If a crystal of iron is stretched beyond its equilibrium volume, its atoms overlap less and each behaves a little more like a free atom. Its magnetic moment could then creep upwards, jump to a higher value or collapse, and the pressure would respond to whichever happens. The calculations below follow simple cubic iron through such a stretch, once with its magnetism and once with spin polarisation switched off. What should the last step, to a volume scale of 1.12, bring?

Simple cubic Fe with the BLYP functional in Ansatz 0.2.0 (plane-wave PAW, scalar-relativistic, 420 eV cutoff, 15×15×15 k mesh). Each start has its own relaxed cell, scaled uniformly; energies are taken at zero smearing and count from that cell. Pressures, positive in compression, are at a Fermi-Dirac smearing of 0.05 eV (ferromagnetic) or 0.1 eV (non-magnetic).

```tsv
volume scale	energy change, ferromagnetic start (meV/atom)	pressure, ferromagnetic start (GPa)	largest site moment, ferromagnetic start (μB)	energy change, non-magnetic start (meV/atom)	pressure, non-magnetic start (GPa)
0.88	86.5	19.23	2.16	117.9	30.91
0.92	33.9	11.12	2.23	46.2	18.20
0.96	6.7	4.67	2.30	9.2	8.04
1	0.0	-0.60	2.35	0.0	-0.09
1.04	10.0	-4.51	2.41	13.0	-6.59
1.08	31.6	-7.17	2.50	43.8	-11.79
1.12	?	?	?	?	?
```

The two groups of columns can't be compared line by line. Each has its own relaxed cell, 13.93 Å³ per atom with magnetism and 12.20 Å³ without, and each counts energy from its own zero. The table therefore doesn't tell which state is lower in energy. The total energies of the runs do: the relaxed ferromagnetic crystal lies about 0.36 eV per atom below the non-magnetic one. Pressures can be compared, provided that this is done at equal volume.

The row at scale 0.88 allows this almost directly. The compressed ferromagnetic cell has 12.26 Å³ per atom, close to the relaxed non-magnetic one. Its pressure is 19.23 GPa, while the non-magnetic crystal at that volume is almost free of pressure. Magnetism thus pushes outwards with about 20 GPa, which is why the ferromagnetic crystal relaxes to a larger cell. The two groups were run with different smearing, but that shifts pressures by about 1 GPa at most.

The origin of this push lies in the d bands. To build up a moment $m$, electrons must move from filled states of one spin to higher, empty states of the other. The cost grows roughly as $m^2W$, where $W$ is the band width. The exchange energy gained in return depends mainly on the moment and much less on the volume. Expansion narrows the bands and makes the moment cheaper, so a magnetic crystal gains by expanding.

For d bands, $W$ falls with the volume $V$ roughly as $V^{-5/3}$. The moment has already settled where the energy is stationary, so the pressure follows from the volume derivative at fixed $m$:

$$P_\mathrm{mag}\propto m^2V^{-8/3}.$$

Two tendencies compete in this law. A growing moment raises the magnetic pressure, and a growing volume lowers it.

To follow $P_\mathrm{mag}$ along the series, a Birch-Murnaghan pressure curve was fitted to the six known non-magnetic rows and subtracted from the ferromagnetic pressures at equal volume. The difference falls by 18% from scale 0.88 to 1.08, and the law, whose constant cancels in this comparison, gives a fall of 22%. A pressure proportional to $m^2/V$, for which the cost of a fixed moment would drop by the same amount with every per cent of volume, would give a rise of 9%. This favours the band argument but doesn't settle it, because only the two smallest ferromagnetic cells lie within the volumes to which the non-magnetic curve was fitted. The output after the text lists the values.

The moment comes first in the forecast, since the pressure depends on it. It has risen at every known step, most strongly at the last one, and narrowing bands give no reason for a reversal. I therefore expect a further rise without jump or collapse. Repeating the last step of 0.09 μB gives 2.59 ± 0.06 μB; this range and those that follow are judgements, not statistical errors.

The ferromagnetic pressure is the sum of two parts. At the new volume the non-magnetic curve, here well beyond its data, gives −25.70 GPa. The magnetic part was 16.59 GPa at scale 1.08, and its fall had nearly stopped, as the law leads one to expect when the moment grows faster. Holding it at that value gives

$$P\approx-25.70+16.59=-9.11\ \text{GPa}.$$

The forecast is −9.1 ± 0.6 GPa: more tension than before, but a smaller step than the previous one. The law by itself, with its one constant fitted to the six known rows and with the forecast moment, would give −10.2 GPa. I depart from it because its errors drift with volume, and starting from the last known row removes the part that has already built up.

The non-magnetic crystal is the easier case, because no moment can change. Its fitted curve gives −16.0 ± 0.2 GPa. Both energies must rise, since stretching works against the tension. Extending the last energy step by the expected growth in tension gives 61 ± 2 meV per atom with magnetism and 89 ± 1 meV without.

The withheld rows as computed:

```tsv
volume scale	energy change, ferromagnetic start (meV/atom)	pressure, ferromagnetic start (GPa)	largest site moment, ferromagnetic start (μB)	energy change, non-magnetic start (meV/atom)	pressure, non-magnetic start (GPa)
1.12	60.1	-8.66	2.64	88.8	-15.93
```

All five values lie within their ranges, but they don't fit equally well. The non-magnetic pressure and energy are almost exactly as forecast. The ferromagnetic moment is 2.64 μB, near the upper edge of its range. It rose by 0.14 μB instead of the 0.09 μB assumed, so the creep continues but is speeding up.

The pressure shows the consequence. At −8.66 GPa the tension is 0.45 GPa weaker than forecast, and the energy is about 1 meV lower, largely because less tension means less work. Measured from the extended non-magnetic curve, the magnetic pressure had not stayed constant, as I had assumed, but had risen from 16.59 to 17.04 GPa. Part of this rise may come from the extrapolation: the curve already lies slightly too low at the withheld non-magnetic row, and such an error tends to grow with volume.

The law shows when such a turn is due. Since $P_\mathrm{mag}$ varies as $m^2V^{-8/3}$, it stays constant if $m$ grows as $V^{4/3}$, that is, if the moment gains four per cent for every three per cent of volume. From scale 1.08 to 1.12 the volume grows by 3.7%, so the moment would have to grow by about 5%. It grew by slightly more than that, enough to tip the balance, whereas the forecast moment would have fallen short.

The law is less good at the size of the effect. Even with the computed moment, which makes this a test after the event, it puts the magnetic pressure 0.9 GPa too low at scale 1.12. The law's simple dependence on moment and volume may be at fault, or the non-magnetic curve may have been extended too far, or both; non-magnetic runs at these larger volumes would show how much is due to the curve.

Why the moment speeds up just here is only partly clear. The runs give a hint through their electronic entropy, which in a metal is roughly proportional to the density of states at the Fermi level. With the smearing unchanged, the entropy term of the ferromagnetic crystal grows from 6.3 meV per atom at scale 1 to 10.9 meV at 1.12. States are thus gathering at the Fermi level while the moment speeds up, and a small further narrowing of the bands may then move more electrons from one spin to the other. Such a transfer needs states of both spins there, and the entropy doesn't tell them apart; a density of states for each spin would.

For practical use, the point is that an equation of state fitted near equilibrium assumes a material that changes smoothly in a single way. That served well for the non-magnetic crystal. The same kind of curve, fitted to the six known ferromagnetic pressures, would probably overstate the tension at scale 1.12, for it knows nothing of the moment, whose faster growth weakens the tension; that fit was not made here. The moment should therefore be followed along with the pressure whenever a magnetic metal is strained. The values themselves aren't design data for iron: BLYP describes metals poorly, the datasets were made for another functional, and the simple cubic structure is held by symmetry, with neither its stability against distortion nor antiferromagnetic order tested.

The analysis program printed:

```
fit of pressure_non_magnetic_start on 6 rows: coefficient of ta -163.1 +/- 2.6, coefficient of tb 54.07 +/- 5, coefficient of tc 109 +/- 2.5; rms 0.00859, worst 0.92 -0.013, leave-one-out rms 0.0294
  rows outside the fit (model, value, miss): 1.12 -15.98, -15.93, -0.0474
fit of pm on 6 rows: coefficient of g 4.457 +/- 0.04; rms 0.363, worst 1.08 -0.664, leave-one-out rms 0.429
  rows outside the fit (model, value, miss): 1.12 16.12, 17.04, -0.921
Ferromagnetic cells and the non-magnetic curve at the same volume:
   row  volume_A3  nonmag_GPa  magnetic_GPa  moment_step_muB  pressure_step_GPa
  0.88      12.26     -0.9357         20.17              n/a                n/a
  0.92      12.82       -8.06         19.18             0.07              -8.11
  0.96      13.37       -13.6         18.27             0.07              -6.45
   1.0      13.93      -17.89         17.29             0.05              -5.27
  1.04      14.49      -21.21          16.7             0.06              -3.91
  1.08      15.04      -23.76         16.59             0.09              -2.66
  1.12       15.6       -25.7         17.04             0.14              -1.49
Largest volume in the non-magnetic fit (A3 per atom): 13.18
Change of magnetic pressure from scale 0.88 to 1.08 (%): -17.71
Change of m^2 V^(-8/3) over the same rows (%): -22.41
Change of the rival m^2/V over the same rows (%): 9.152
Forecast moment at 1.12 (muB): 2.59
Moment, forecast less computed (muB): -0.05
One-constant law with the forecast moment, pressure at 1.12 (GPa): -10.19
Forecast ferromagnetic pressure at 1.12 (GPa): -9.109
Ferromagnetic pressure, forecast less computed (GPa): -0.4492
Forecast ferromagnetic energy at 1.12 (meV/atom): 61.2
Ferromagnetic energy, forecast less computed (meV/atom): 1.097
Forecast non-magnetic energy at 1.12 (meV/atom): 88.9
Non-magnetic energy, forecast less computed (meV/atom): 0.09629
```
